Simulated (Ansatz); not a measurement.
# A series in volume scale on ZnCu

Periodic Kohn-Sham DFT of a crystal at fixed atoms, scaled to volume_scale times the given cell; pressure positive in compression, energy less spherical unpolarised free atoms, largest_vzz the field gradient of largest size among the nuclei. The results are calculated, by Ansatz 0.2.0.

The cell before it is scaled or strained (space group Pm-3m, No. 221):
```
CELL_PARAMETERS angstrom
2.94500 0.00000 0.00000
0.00000 2.94500 0.00000
0.00000 0.00000 2.94500
ATOMIC_POSITIONS crystal
Zn 0.50000 0.50000 0.50000
Cu 0.00000 0.00000 0.00000
```

Settings of every row: method all-electron PAW; functional PBEsol; relativity scalar; k mesh 14x14x14; filling fermi-dirac; smearing width 0.05 eV; nucleus gaussian.

Atom start moment: 0 on all atoms.

| row | volume scale | V (Å³/atom) | pressure (GPa) |
| --- | --- | --- | --- |
| 1 | 0.94 | 12.005 | 3.499 |
| 2 | 0.96 | 12.26 | 0.403 |
| 3 | 0.98 | 12.516 | -2.317 |
| 4 | 0.99 | 12.643 | -3.562 |
| 5 | 1 | 12.771 | ? |
| 6 | 1.01 | 12.899 | -5.833 |
| 7 | 1.02 | 13.026 | -6.866 |
| 8 | 1.04 | 13.282 | -8.743 |
| 9 | 1.06 | 13.537 | -10.397 |

Question: what pressure should row 5 give?

Worked fit of pressure. Take u = (V_r/V)^(2/3) − 1 with V_r = 12.771 Å³ an atom, which is twice the finite (Eulerian) strain; such expansions in the strain, on which the Birch-Murnaghan equation of state is built, carry the rest volume and the bulk modulus. The shown rows have u = 0.0421, 0.0276, 0.01354, 0.00674, -0.00663, -0.01309, -0.02582, -0.03809. Least squares give pressure = −4.735 + 170.678 × u + 584.91 × u² GPa; a straight line predicts inner rows, each left out in turn, worse (root mean square 0.3 against 0.012 GPa). The rows lie off it by 0.012, -0.018, 0.000, -0.004, 0.008, 0.003, 0.009, -0.009 (root mean square 0.0095 GPa). The pressure vanishes at u = 0.0255, or V = 12.3 Å³ an atom, and there the bulk modulus at fixed shape and fractions is B = −V dP/dV = (2/3)(1 + u) dP/du = 137 GPa. The withheld row has u = 0, so the fit gives −4.735 + 170.678 × (0) + 584.91 × (0)² = -4.735 GPa.

The calculation gave -4.734 GPa. The fit lies 0.001 GPa (0.0072 % of the column's range) below it, one unit of the last digit.
